### Estimating band energies in TiB₂ from three known points

The simplest guess for the bands of a metal is that of free electrons, whose energy changes with the square of the wave vector k. In a hexagonal crystal such as TiB₂, GAMMA is the centre of a hexagon in k-space, K a corner and M the middle of an edge. M is almost as far out as K, and the squared distances put its energy three quarters of the way from GAMMA to K. The points A, H and L repeat this pattern on the top face of the zone, with A above GAMMA, H above K and L above M.

Calculated values. Band energies of TiB₂ (P6/mmm) in its measured cell, a = 3.029 Å and c = 3.228 Å, from Ansatz 0.2.0 (all-electron LAPW, PBE, scalar-relativistic, no spin polarization, 14 × 14 × 11 k-points, 0.03 eV Fermi–Dirac smearing). Energies are relative to the Fermi energy. At each k-point, band -1 is the highest filled level and +1 the lowest empty one; degenerate levels are repeated.

| k-point | k in reciprocal vectors | band -4 (eV) | band -3 (eV) | band -2 (eV) | band -1 (eV) | band +1 (eV) | band +2 (eV) |
| --- | --- | --- | --- | --- | --- | --- | --- |
| GAMMA | 0 0 0 | -2.65 | -2.65 | -2.37 | -2.16 | 1.86 | 1.86 |
| M | 0.5 0 0 | -9.28 | -3.31 | -3.27 | -2.31 | 1.30 | 2.71 |
| K | 0.3333 0.3333 0 | -8.36 | -7.39 | -1.91 | -1.91 | 1.33 | 1.33 |
| A | 0 0 0.5 | -0.60 | -0.60 | -0.22 | -0.22 | 0.40 | n/a |
| L | 0.5 0 0.5 | -7.60 | -4.69 | -3.86 | -3.19 | 2.45 | 2.89 |
| H | 0.3333 0.3333 0.5 | -8.61 | -5.77 | -3.21 | -3.21 | 2.47 | 4.20 |

An electron in a crystal also feels how its wave fits from one cell to the next. The wave vector fixes the phase step between neighbouring cells, and each cell has six nearest neighbours in the plane. At GAMMA all six are in phase with the central cell, which counts as +6. At M two are in phase and four opposed, which makes −2. At K each neighbour is a third of a turn out of phase and counts −½, so the sum is −3. If only the coupling to these nearest neighbours matters, the energy shifts in proportion to the sum. M should then be much more like K than distance suggests, only one ninth of the way from K to GAMMA.

This argument needs a quantity that varies smoothly with k, and a single level often does not. Where two bands cross, sorting by energy swaps their labels; where they repel each other, one goes down as far as the other goes up. Both effects drop out of the mean of a group of bands that keeps apart from all others. The four listed filled levels form such a group only roughly. A deeper valence band comes close to them near K, where symmetry is expected to make the two touch, and on the line from GAMMA to A other bands cross them from above. The argument therefore suggests a rule but does not guarantee it.

The rule has three constants: the mean filled level at K, its difference between GAMMA and K, and a shift from the lower plane to the top face, taken from K and H. In a formula,

mean = E(K) + w · [E(GAMMA) − E(K)] + shift,

where E is the mean of the four filled levels and w is 1 at GAMMA, 1/9 at M and 0 at K. The top face has the same weights, and the shift is added only there. GAMMA, K and H fix the constants exactly, so M and L are predictions.

**M.** The four filled levels average −4.89 eV at K and −2.46 eV at GAMMA. One ninth of the difference is 0.27 eV, so the estimate for M is −4.62 eV. The levels in the table average −4.54 eV.

**L.** The average at H is −5.20 eV, which already contains the shift. Adding the same 0.27 eV gives −4.93 eV, against −4.84 eV from the table.

Both estimates are about 0.1 eV too low. A parabola through the same anchors, which here must open downwards, unlike that of free electrons, gives a weight of one quarter and misses by about 0.25 eV, and simply copying the corner value by about 0.35 eV. Two points are a small test, but both favour the count of neighbours over the other two guesses.

Applied to one level at a time, the same recipe is far less reliable. For band −3 at M it is wrong by 3.6 eV, although the errors of the four filled levels nearly cancel in their mean. For bands −1 and −2, part of the reason is symmetry. The threefold axis at K allows two levels to coincide, as bands −1 and −2 do there; M has no such axis, and the two lie almost 1 eV apart.

The levels next to the Fermi energy, bands −1 and +1, are easier. The rule finds them at M and L with a typical error of 0.2 eV, but copying the values from K and H does just as well. For these two levels the shorter recipe is enough.

The rule breaks down at A, where one more band is filled than at the other five points. Counted from the bottom, the two bands that border the Fermi energy elsewhere meet at −0.22 eV at A, while the rule puts them at −3.5 and +3.0 eV. The cause lies on the line from GAMMA to A. Along this sixfold axis bands of different symmetry cross without repelling each other, so a single band rises through the Fermi energy while a degenerate pair sinks below it. One band is lost and two are gained, which leaves one more filled at A. The group of filled bands is then no longer closed, and TiB₂ is a metal despite the wide separations between filled and empty levels at the other five points.

For a quick estimate in this crystal, take bands −1 and +1 at an edge point from the nearest corner. For the mean of the four listed filled levels, start at the corner in the same plane (K for M, H for L) and add one ninth of the rise from K to GAMMA. The ninth comes from counting nearest neighbours in the hexagonal lattice, whereas the energies must be taken anew for each compound, and the accuracy found here need not carry over. Do not carry either recipe to A or to points between GAMMA and A, where crossing bands change the number of filled levels.
